Dear colleague,

A specific rotation of methyloxirane computed at the CCSD level in aug-cc-pVDZ changes when the coordinates are moved by 10 bohr if the length gauge (LG) is used, although no polarimeter can see such a move. Two repairs are in common use, the modified velocity gauge (MVG) and the origin-invariant length gauge, LG(OI). Both remove the origin dependence exactly. They differ in price and in how far they stay from the exact answer, and I set out both below. The operation counts refer to the molecule. The accuracies come from a model I can solve, and they are the model's numbers.

1. Conventions and the origin shift

I use atomic units. r, p and L = r × p are summed over electrons, μ = −r, m = −L/2, the states are real, and ω_n is the excitation energy of state n. Define

R_n = Im ⟨0|μ|n⟩·⟨n|m|0⟩ = ½ Im ⟨0|r|n⟩·⟨n|L|0⟩,
B_αβ = Σ_n Im[⟨0|r_α|n⟩⟨n|L_β|0⟩]/(ω_n² − ω²) = −G′_αβ/ω,
A_αβ = Σ_n 2 Im[⟨0|r_α|n⟩⟨n|p_β|0⟩]/(ω_n² − ω²),
β = Tr B/3 = (2/3) Σ_n R_n/(ω_n² − ω²).

With ⟨⟨X;Y⟩⟩_ω = Σ_n [X_0n Y_n0/(ω − ω_n) − Y_0n X_n0/(ω + ω_n)] one has ⟨⟨r;p⟩⟩ = −iωA and ⟨⟨r;L⟩⟩ = −2iωB. For a dilute gas the rotation angle is 16π³Nν̃²β radian per cm, with N molecules per cm³ and β in cm⁴, so [α] = 28800π² N_A a0⁴ ν̃² β/M_mol = 1.3423×10⁻⁴ ν̃² β/M_mol in deg dm⁻¹ (g/cm³)⁻¹, with β in a.u., ν̃ in cm⁻¹ and M_mol in g/mol. I work at ω = 0.075 Eh (607.5 nm, 16461 cm⁻¹). With an assumed molar mass of 58.08 g/mol, [α] = 626.2 β.

Moving the origin to a (the same as moving the molecule by −a) sends L to L − a × p, while ⟨0|r|n⟩ is unchanged by orthogonality. The triple product gives

ΔR_n = ½ a·Im(⟨0|r|n⟩ × ⟨n|p|0⟩), ΔB = ½ A[a], (1)

where [a] is the antisymmetric matrix with [a]p = a × p. For exact states [H, r] = −ip yields the hypervirial relation ⟨n|p|0⟩ = iω_n⟨n|r|0⟩. The two vectors are then parallel, and A is the symmetric polarizability. The relation is sufficient but not necessary: a wrong length of ⟨n|p|0⟩ does no harm, only a wrong direction. In the sum, only the antisymmetric part of A counts. For a along z,

Δβ = (a/6)(A_xy − A_yx). (2)

For a = 10 bohr this is 1044 deg dm⁻¹ (g/cm³)⁻¹ per a.u. of asymmetry. An asymmetry of 0.01 a.u., which is 2.5×10⁻⁴ of a typical mean polarizability of about 40 a.u. for methyloxirane, moves [α] by 10.4. That equals the typical gas-phase magnitude for this molecule in the red, roughly 10.

2. The two repairs

Velocity forms. Replace ⟨0|r|n⟩ by i⟨0|p|n⟩/ω_n. Then R_n^V = P_n/(2ω_n) with P_n = Re ⟨0|p|n⟩·⟨n|L|0⟩, and the shift contains ⟨0|p|n⟩ × ⟨n|p|0⟩, which vanishes in any basis. Since Tr⟨⟨p;L⟩⟩_ω = −Σ 2ω_n P_n/(ω_n² − ω²) and ω_n/(ω_n² − ω²) − 1/ω_n = ω²/[ω_n(ω_n² − ω²)],

β^MVG = −Tr[⟨⟨p;L⟩⟩_ω − ⟨⟨p;L⟩⟩_0]/(6ω²), (3)

or ω Tr G′ = ½ Tr[⟨⟨p;L⟩⟩_ω − ⟨⟨p;L⟩⟩_0]. This is the form of Pedersen, Koch and co-workers (2004). Omitting the static term gives the plain velocity gauge (VG), also invariant, with β^VG − β^MVG = (2/3ω²) Σ_n R_n^V. The sum is zero in exact theory, and any residue is divided by the small ω².

LG(OI), due to Caricato (2020). Write the singular value decomposition A = UΣVᵀ and take the trace with the r index in frame U and the L index in frame V:

β^OI = Tr(UᵀBV)/3 = Tr(QᵀB)/3, Q = UVᵀ. (4)

By (1) the shift is Tr(QᵀA[a])/6 = Tr(VΣVᵀ[a])/6, the trace of a symmetric times an antisymmetric matrix, hence zero. Q is a proper rotation when det A > 0, as below the first absorption, and Q = 1 when A is symmetric and positive. For a small rotation angle θ, Q ≈ 1 + Θ with Θ antisymmetric, so at the origin a* where B is symmetric β^OI = β^LG + O(θ²). LG(OI) is thus the length gauge at an origin the calculation picks for itself. It fixes the ambiguity and leaves the basis defect in place.

3. How work and memory grow

A CCSD response function needs linear equations with the non-symmetric Jacobian, for each perturbing operator at +ω and −ω separately. One iteration has the structure of a ground-state iteration. The ladder term Σ_cd ⟨ab|cd⟩t_ij^cd fills o²v² numbers with v² terms each, and the ring terms cost o³v³, for o correlated occupied and v virtual orbitals. I assume closed-shell prefactors of ¼ and 4, and equal iteration counts for all solves. The amplitude and multiplier equations of the ground state count as 2 solves.

The symmetric formulation solves for perturbed amplitudes of both operators. The asymmetric one solves for perturbed amplitudes and multipliers of one operator, and the resulting density can be contracted with any second operator. Three components, two signs of ω and two vectors give 12 solves per wavelength either way. For K wavelengths:

LG or VG: 12K + 2.
LG(OI): 12K + 2 in the asymmetric form, since perturbing with r gives both A and B, and 18K + 2 in the symmetric form.
MVG: 12K + 8, the static term adding 6 once.
LG(OI) and MVG together, symmetric form: 18K + 8.

At K = 1 these are 14, 14, 20 and 26 solves. MVG costs 1.43 times LG(OI), and 1.12 times at K = 4. The densities are built without iteration and the 3 × 3 decomposition is free.

Methyloxirane has 32 electrons, so o = 12 with four frozen cores. With the assumed standard basis sizes (aug-cc-pVDZ: 23 functions on C or O, 9 on H; aug-cc-pVTZ: 46 and 23):

basis | functions | v | ladder | rings | one vector | vvvv integrals
aug-cc-pVDZ | 146 | 130 | 1.03×10¹⁰ | 1.52×10¹⁰ | 19.5 MB | 0.286 GB
aug-cc-pVTZ | 322 | 306 | 3.16×10¹¹ | 1.98×10¹¹ | 107.9 MB | 8.77 GB

Ladder and rings are multiply-adds per iteration, a vector holds o²v² numbers of 8 bytes, and the integrals are v⁴/8 numbers. The rings exceed the ladder in the smaller basis, so the step in work is 20.2, an effective power v^3.5, and v⁴ is the large-basis limit. The solves can run one after another, so peak memory is set by the basis and not by the gauge.

4. A model with an exact answer

Take two distinguishable electrons bound harmonically on straight lines. Electron 1 moves along x at height z = +d/2 with frequency ω₁, electron 2 along y at z = −d/2 with frequency ω₂, and they are coupled by k q₁q₂. With the origin at (0, 0, a), L_x = (d/2 + a)p₂ and L_y = (d/2 − a)p₁, so

B_xx = ½(d/2 + a)A_xy, B_yy = ½(d/2 − a)A_yx, B_xy = ½(d/2 − a)A_xx, B_yx = ½(d/2 + a)A_yy.

The z direction decouples, and Q is a rotation about z. The equations of motion are linear, so the exact response is the classical one: with α_i = 1/(ω_i² − ω²), A_xy = A_yx = −kα₁α₂/(1 − k²α₁α₂) and

β_exact = −(dk/6)/[(ω₁² − ω²)(ω₂² − ω²) − k²]. (5)

Assumed inputs: ω₁ = 0.3 Eh, ω₂ = 0.6 Eh, d = 3 bohr, k = 0.001 Eh/bohr², the last chosen so that the rotation has the typical size quoted above. Then α₁ = 11.85, α₂ = 2.822, β_exact = −0.016723 a.u. and the model's [α] is −10.47. The normal modes Ω± carry R₋ = −R₊ = −dk/[4(Ω₊² − Ω₋²)] = −2.778×10⁻³ a.u., or −1.31×10⁻⁴⁰ esu² cm².

As approximate method I take time-dependent Hartree theory in a finite basis. It is exact in a complete basis, because it reproduces the same linear equations. Each electron gets its exact ground-state Gaussian and M odd oscillator functions of frequency ω₂. These are exact for electron 2 and too tight for electron 1, like a basis short of diffuse functions. Each electron has a length response u (⟨⟨q;q⟩⟩ = −u) and a mixed response v (⟨⟨q;p⟩⟩ = −iωv), with u₂ = v₂ = α₂. The mean field chains them, ⟨⟨X₁;Y₂⟩⟩ = ⟨⟨X₁;q₁⟩⟩k⟨⟨q₂;Y₂⟩⟩/Δ with Δ = 1 − k²u₁α₂, so

A_xx = v₁/Δ, A_yy = α₂/Δ, A_xy = −ku₁α₂/Δ, A_yx = −kv₁α₂/Δ, ⟨⟨p₁;p₂⟩⟩ = kω²v₁α₂/Δ.

Every gauge then reads β = −(dk/6)(α₂/Δ)X, with

X^MVG = v₁,
X^LG = (u₁ + v₁)/2 + (a/d)(u₁ − v₁),
X^OI = cos θ · v₁(u₁ + α₂)/(v₁ + α₂), tan θ = (A_xy − A_yx)/(A_xx + A_yy), (6)

and X = α₁ in the complete basis. X^OI/cos θ is X^LG at a* = (d/2)(v₁ − α₂)/(v₁ + α₂), which tends to 0.923 bohr. The largest |θ| below is 6.8×10⁻⁴, so 1 − cos θ ≤ 2.3×10⁻⁷.

The static term vanishes in this model because ⟨⟨p₁;p₂⟩⟩ ∝ ω², so the model cannot separate VG from MVG. It does give the amplification. A residue Σ R_n^V = δ·R₋ would change β by the fraction δ/{ω²[1/(Ω₋² − ω²) − 1/(Ω₊² − ω²)]} = 19.7 δ, so a 1% residue spoils β by 20%. Saving six solves is not worth that, and I drop VG.

5. How the deviation falls

Measure energies in ω₁, so the reduced frequency is s = ω/ω₁ = 1/4, and put t = (ω₂ − ω₁)/(ω₂ + ω₁) = 1/3, C = (1 + t²)/(1 − t²) = 1.25, S = 2t/(1 − t²) = 0.75. Ladder operators show that H − E₀ of electron 1 is tridiagonal among the odd functions m = 0 … M − 1, with diagonal D_m = C(2m + 3/2) − ½ and off-diagonal h_m = −(S/2)√[2m(2m + 1)] between m − 1 and m. Both q|0⟩ and p|0⟩ are multiples of the exact first excited state, whose coefficients obey c_m² = (1 − t²)^(3/2) t^(2m) (2m + 1)!/(4^m m!²). With G(s) = (H_M − s)⁻¹ and g(s) = cᵀG(s)c,

ω₁²u₁ = [g(s) + g(−s)]/2, ω₁²v₁ = [g(s) − g(−s)]/(2s).

The full vector satisfies (H − 1)c = 0, so the truncated one satisfies (H_M − 1)c = −h_M c_M e, with e the last unit vector. Hence Gc = (c + h_M c_M Ge)/(1 − s), and using this twice gives the exact result

g(s) = (1 − δ)/(1 − s) − κ(s)/(1 − s)², κ = 2M c_M²/(1 − t²) − h_M² c_M² G_ee, (7)

where δ = Σ_(m≥M) c_m² is the missing norm and G_ee follows from the continued fraction G_ee(M + 1) = 1/[D_M − s − h_M² G_ee(M)], started at 1/(D₀ − s). For large M, y = M G_ee obeys y = 1/(2C − S²y), whose stable root is y = (1 − t²)/2. Then κ → κ_M = 2M c_M² ≈ 4(1 − t²)^(3/2) M^(3/2) t^(2M)/√π, while δ ≈ c_M²/(1 − t²) is smaller by a power of M. Splitting 1/(1 − s)² into even and odd parts, u₁/α₁ − 1 → −κ_M(1 + s²)/(1 − s²), v₁/α₁ − 1 → −2κ_M/(1 − s²), and (u₁ − v₁)/α₁ → κ_M. The relative deviations of β approach

MVG: −2.133 κ_M; LG: (−1.633 + a/d) κ_M; LG(OI): [−2.133 + α₁/(α₁ + α₂)] κ_M = −1.326 κ_M. (8)

All gauges share one rate, a factor 9[M/(M + 1)]^(3/2) per added function, and differ only in the prefactor. Reaching a tolerance ε takes M ≈ ln(1/ε)/ln 9 up to slowly varying terms, so the work grows as [ln(1/ε)]⁴.

I price a row as CCSD would in the large-basis limit, with v ∝ M: W = nM⁴, n = 14 or 20, and memory M² per vector. This mapping is an assumption. Deviations from (5) in per cent, from (6) and (7) without the asymptotic step:

M | MVG | LG a=0 | LG a=+10 | LG a=−10 | LG(OI) | W LG, LG(OI) | W MVG | vector
1 | −57.0 | −49.0 | +4.8 | −102.7 | −46.7 | 14 | 20 | 1
2 | −16.3 | −13.2 | +7.6 | −34.1 | −11.5 | 224 | 320 | 4
3 | −3.25 | −2.57 | +1.95 | −7.10 | −2.16 | 1134 | 1620 | 9
4 | −0.545 | −0.427 | +0.358 | −1.211 | −0.355 | 3584 | 5120 | 16
5 | −0.083 | −0.065 | +0.057 | −0.187 | −0.054 | 8750 | 12500 | 25

At M = 2, u₁ = 10.66 and v₁ = 9.92, the asymmetry A_xy − A_yx is −2.09×10⁻³ a.u., and by (2) a 10 bohr shift moves the model's [α] by 2.18 in magnitude; at M = 3 by 0.47. At M = 1 the shift to a = −10 reverses the sign of the rotation. At M = 5 the asymptotic κ_M = 3.84×10⁻⁴ stands against (u₁ − v₁)/α₁ = 3.66×10⁻⁴, and the MVG deviation falls by 6.5 from M = 4 to 5 where the law gives 6.4. The small entries at a = +10 are a cancellation. By (8) LG crosses the exact value near a = 4.9 bohr, a point that can be located only when the answer is known, so I judge LG by its worst origin within ±10 bohr, which is a = −10.

6. Choices on the model

Cheapest setting for a stated accuracy, as M and W:

tolerance | LG(OI) | MVG | LG, any origin within ±10 bohr
15% | 2, 224 | 3, 1620 | 3, 1134
3% | 3, 1134 | 4, 5120 | 4, 3584
1% | 4, 3584 | 4, 5120 | 5, 8750
0.1% | 5, 8750 | 5, 12500 | not reached at M = 5

LG(OI) is cheapest in each line. MVG costs 7.2 and 4.5 times as much where its larger prefactor forces another function, and 1.43 times otherwise. LG at a = 0 meets each tolerance at the same W as LG(OI), but it needs a convention for the origin and gains nothing.

Best result inside a budget: for W ≤ 500, LG(OI) with M = 2 gives 11.5% against 16.3% for MVG. For W ≤ 1500, LG(OI) reaches M = 3 and 2.16% while MVG stays at M = 2. For W ≤ 6000 both reach M = 4, with 0.355% against 0.545%. For W ≤ 10000, LG(OI) reaches 0.054% and MVG remains at 0.545%. The winner does not depend on the power 4, since LG(OI) has both the smaller n and the smaller deviation at each M.

The order of the prefactors belongs to this model, where v₁ is always worse than u₁. The break-even is more portable. The factor 20/14 buys (20/14)^(1/4) = 1.093 times as many functions, which near M = 3 lowers κ_M by about 1.6. MVG would pay there only if its prefactor were below about 0.6 of that of LG(OI).

7. What carries over to methyloxirane

The invariance of (3) and (4) carries over to CCSD. It needs only that the response function is linear in L and, for MVG, that ⟨⟨p_α;p_δ⟩⟩ is symmetric, which the usual ±ω symmetrisation ensures. The solve counts carry over too. Three things do not.

First, CCSD response with fixed orbitals violates the hypervirial relation even in a complete basis, so the asymmetry of A and the gap between gauges level off at a value set by the cluster truncation. For the same reason London orbitals, which cure the problem in Hartree–Fock and Kohn–Sham theory, do not cure it here. Second, the geometric law is a property of the oscillator basis. Third, the model's rotation is small because k is small, whereas in the molecule it is typically a small remainder of contributions of both signs from many states. I expect larger relative deviations there than in my table, and I cannot size them from the model.

LG(OI) also has a limit that MVG lacks. For two non-interacting fragments A = A₁ + A₂, and only the sum QᵀA is symmetric. Moving fragment 1 alone by a vector b sends its L to L + b × p and changes β^OI by −Tr(QᵀA₁[b])/6, which is not zero unless QᵀA₁ is symmetric or b is suitably oriented. MVG is invariant fragment by fragment and therefore additive. For methyloxirane with explicit solvent molecules I would pay the extra six solves.

For the isolated molecule at one wavelength, in units of one aug-cc-pVDZ solve: within 15 units take LG(OI), at 14. Within 30 units run LG(OI) and MVG together, at 26. Within 300 units LG(OI) in aug-cc-pVTZ fits, at 282, and MVG, at 403, does not. The double run costs 10.9 times less than the larger basis, but read its gap as a warning and not as a bound. At M = 2 the model's two invariant values differ by 4.9 points while both lie on the same side of the exact answer, 11.5% and 16.3% away, and by (8) the gap tends to 0.808 κ_M against deviations of 1.326 κ_M and 2.133 κ_M. If the gap in aug-cc-pVDZ is already comparable to the precision you need from the polarimeter, the basis is the thing to spend on, and LG(OI) is the cheaper invariant gauge to carry into it.